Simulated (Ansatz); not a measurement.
A series in volume scale on Zn

Results calculated with Ansatz 0.2.0, not measured. Plane-wave DFT, scalar-relativistic PAW made under PBE with cores redone for the functional, no dispersion; the given relaxed cell is scaled uniformly, energy at zero smearing counts from the unscaled cell, pressure at the given Fermi-Dirac smearing is positive in compression.

The cell before it is scaled or strained (space group Pm-3m, No. 221):
```
cell vectors (Å)
   2.5226     0.0000     0.0000
   0.0000     2.5226     0.0000
   0.0000     0.0000     2.5226
atoms (fractions of the cell vectors)
Zn  0.00000  0.00000  0.00000
```

Settings of every row: spin polarised no; functional LDA; wave cutoff 420 eV; smearing width 0.1 eV; k mesh 14x14x14.

Atom starting moment: 0 on all atoms.

Limits: the cell comes from a prototype or a list of computed structures and needn't be the stable phase.

```
row  volume scale  V (Å³/atom)  energy change per atom (meV)  pressure (GPa)
  1          0.88       14.126                             ?               ?
  2          0.92       14.768                         28.73            7.51
  3          0.96        15.41                          7.06            3.42
  4          1.04       16.695                          4.51           -2.36
  5          1.08       17.337                         18.18           -4.36
  6          1.12       17.979                         39.03           -5.93
```

Question: what energy change per atom and pressure should row 1 give?

Worked fit of energy change per atom. Take u = (V_r/V)^(2/3) − 1 with V_r = 16.695 Å³ an atom, which is twice the finite (Eulerian) strain; such expansions in the strain, on which the Birch-Murnaghan equation of state is built, carry the rest volume and the bulk modulus. The shown rows have u = 0.0852, 0.05485, 0, -0.02484, -0.0482. Least squares give energy change per atom = 4.393 − 358.886 × u + 7540.49 × u² meV; a straight line predicts inner rows, each left out in turn, worse (root mean square 15 against 0.43 meV). The rows lie off it by 0.18, -0.33, 0.12, 0.22, -0.18 (root mean square 0.22 meV). The withheld row has u = 0.11784, so the fit gives 4.393 − 358.886 × (0.11784) + 7540.49 × (0.11784)² = 66.81 meV.

The calculation gave 68.86 meV. The fit lies 2.05 meV (3 % of the value, 3.2 % of the column's range) below it; its largest miss of a shown row is 0.33 meV. This row lies beyond the range of the fit.

Worked fit of pressure. Take u = (V_r/V)^(2/3) − 1 with V_r = 16.695 Å³ an atom, which is twice the finite (Eulerian) strain; such expansions in the strain, on which the Birch-Murnaghan equation of state is built, carry the rest volume and the bulk modulus. The shown rows have u = 0.0852, 0.05485, 0, -0.02484, -0.0482. Least squares give pressure = −2.371 + 88.766 × u + 317.06 × u² GPa; a straight line predicts inner rows, each left out in turn, worse (root mean square 0.63 against 0.04 GPa). The rows lie off it by 0.02, -0.03, 0.01, 0.02, -0.02. The pressure vanishes at u = 0.0246, or V = 16.1 Å³ an atom, and there the bulk modulus at fixed shape and fractions is B = −V dP/dV = (2/3)(1 + u) dP/du = 71.3 GPa. The withheld row has u = 0.11784, so the fit gives −2.371 + 88.766 × (0.11784) + 317.06 × (0.11784)² = 12.49 GPa.

The calculation gave 12.69 GPa. The fit lies 0.20 GPa (1.6 % of the value, 1.1 % of the column's range) below it; its largest miss of a shown row is 0.03 GPa. This row lies beyond the range of the fit.
